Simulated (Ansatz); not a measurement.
## The atomisation energy (no zero-point term) down a group: Si to Sn

One atom is swapped for its congeners: C2H10N2Si `CN[SiH2]NC`; C2H10GeN2 `C[NH][GeH2][NH]C`; C2H10N2Sn `C[NH][SnH2][NH]C`. All are singlets with charge 0.

Shapes, held fixed at every level: PBE0-D4/def2-TZVP. Flexible molecules stand in one conformer, not always the lowest. Programs: Ansatz 0.2.0. Values in eV.

```json
{"level": "r2SCAN-D4/def2-TZVPP", "C2H10N2Si": "55.58", "C2H10N2Sn": "51.54"}
{"level": "B3LYP-D4/def2-TZVPP", "C2H10N2Si": "56.05", "C2H10N2Sn": "51.97"}
{"level": "PBE0-D4/def2-TZVPP", "C2H10N2Si": "55.75", "C2H10N2Sn": "51.73"}
{"level": "wB97X-V/def2-TZVPP", "C2H10N2Si": "56.08", "C2H10N2Sn": "52.14"}
{"level": "MP2/def2-TZVPP", "C2H10N2Si": "54.61", "C2H10N2Sn": "50.59"}
{"level": "CCSD/def2-TZVPP", "C2H10N2Si": "53.60", "C2H10N2Sn": "49.76"}
{"level": "CCSD(T)/def2-TZVPP", "C2H10N2Si": "54.28", "C2H10N2Sn": "50.51"}
```

Problem. Estimate the column for C2H10GeN2 from its neighbours.

Solution. The mean of the neighbours at CCSD(T)/def2-TZVPP is 52.39 eV, against 52.32 from the run. All rows: r2SCAN-D4/def2-TZVPP 53.39; B3LYP-D4/def2-TZVPP 53.72; PBE0-D4/def2-TZVPP 53.55; wB97X-V/def2-TZVPP 53.87; MP2/def2-TZVPP 52.57; CCSD/def2-TZVPP 51.60; CCSD(T)/def2-TZVPP 52.32 eV. At CCSD(T)/def2-TZVPP the atomisation energy falls at every step, from 54.28 to 50.51 eV. Every level shows the same order. For atoms past krypton def2 sets carry core potentials with scalar relativity. Relativity is left out for Ge unless named. Correlated rows may include outer-core shells of Ge, Sn, which these sets cover unevenly. Spin-orbit coupling, which grows down the group, is left out (summed over each molecule's free atoms 0.03, 0.13, 0.31 eV).

Replacing Si by Ge and then Sn lowers the atomisation energy at every level, from 54.28 to 50.51 eV with CCSD(T). Since the methylamino groups stay nominally the same, the loss comes mainly from the bonds to the central atom. Its valence orbitals grow larger and more diffuse down the group, so they overlap less well with N 2p and H 1s, and the longer polar bonds to nitrogen also gain less electrostatic stabilisation.

Germanium lies slightly below the mean of its neighbours in every row. This fits the poor shielding by its filled 3d shell, which raises its electronegativity and makes Ge–N less polar than Si–N, but the dip is too small to establish that cause. The free-atom spin-orbit terms would steepen the overall fall while shrinking the dip.

The density functionals all lie above CCSD(T), probably in large part because the correlated energies converge more slowly with basis size, so the offset is no direct measure of overbinding. The totals cannot apportion the weakening between the bonds to nitrogen and those to hydrogen.
